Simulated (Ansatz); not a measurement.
Cd: pressure against volume scale

Plane-wave DFT, scalar-relativistic PAW made under PBE with cores redone for the functional, no dispersion; the given relaxed cell is scaled uniformly, energy at zero smearing counts from the unscaled cell, pressure at the given Fermi-Dirac smearing is positive in compression. The results are calculated, by Ansatz 0.2.0.

The cell before it is scaled or strained (space group P6_3/mmc, No. 194):
```
CELL_PARAMETERS angstrom
3.00070 0.00000 0.00000
-1.50040 2.59870 0.00000
0.00000 0.00000 5.92620
ATOMIC_POSITIONS crystal
Cd 0.33333 0.66667 0.25000
Cd 0.66667 0.33333 0.75000
```

Settings of every row: spin polarised no; functional PBE; wave cutoff 420 eV; smearing width 0.1 eV; k mesh 20x20x9.

Atom starting moment: 0 on all atoms.

```
row  volume scale  V (Å³/atom)  pressure (GPa)  energy change per atom (meV)
  1          0.88       20.333            8.48                         62.97
  2          0.92       21.258            4.88                         25.15
  3          0.96       22.182            2.13                          5.63
  4          1.04        24.03           -1.47                          4.75
  5          1.08       24.954               ?                             ?
  6          1.12       25.879           -3.41                            35
```

Question: what pressure should row 5 give?

Worked fit of pressure. Take u = (V_r/V)^(2/3) − 1 with V_r = 22.182 Å³ an atom, which is twice the finite (Eulerian) strain; such expansions in the strain, on which the Birch-Murnaghan equation of state is built, carry the rest volume and the bulk modulus. The shown rows have u = 0.05974, 0.02877, 0, -0.05195, -0.09766. Least squares give pressure = 2.157 + 86.94 × u + 309 × u² GPa; a straight line predicts inner rows, each left out in turn, worse (root mean square 0.87 against 0.072 GPa). The rows lie off it by 0.03, -0.03, -0.03, 0.06, -0.02 (root mean square 0.037 GPa). The withheld row has u = -0.0755, so the fit gives 2.157 + 86.94 × (-0.0755) + 309 × (-0.0755)² = -2.65 GPa.

The calculation gave -2.6 GPa. The fit lies 0.05 GPa (1.9 % of the value, 0.42 % of the column's range) below it; its largest miss of a shown row is 0.06 GPa.

The other values of row 5: energy change per atom 17.12 meV.
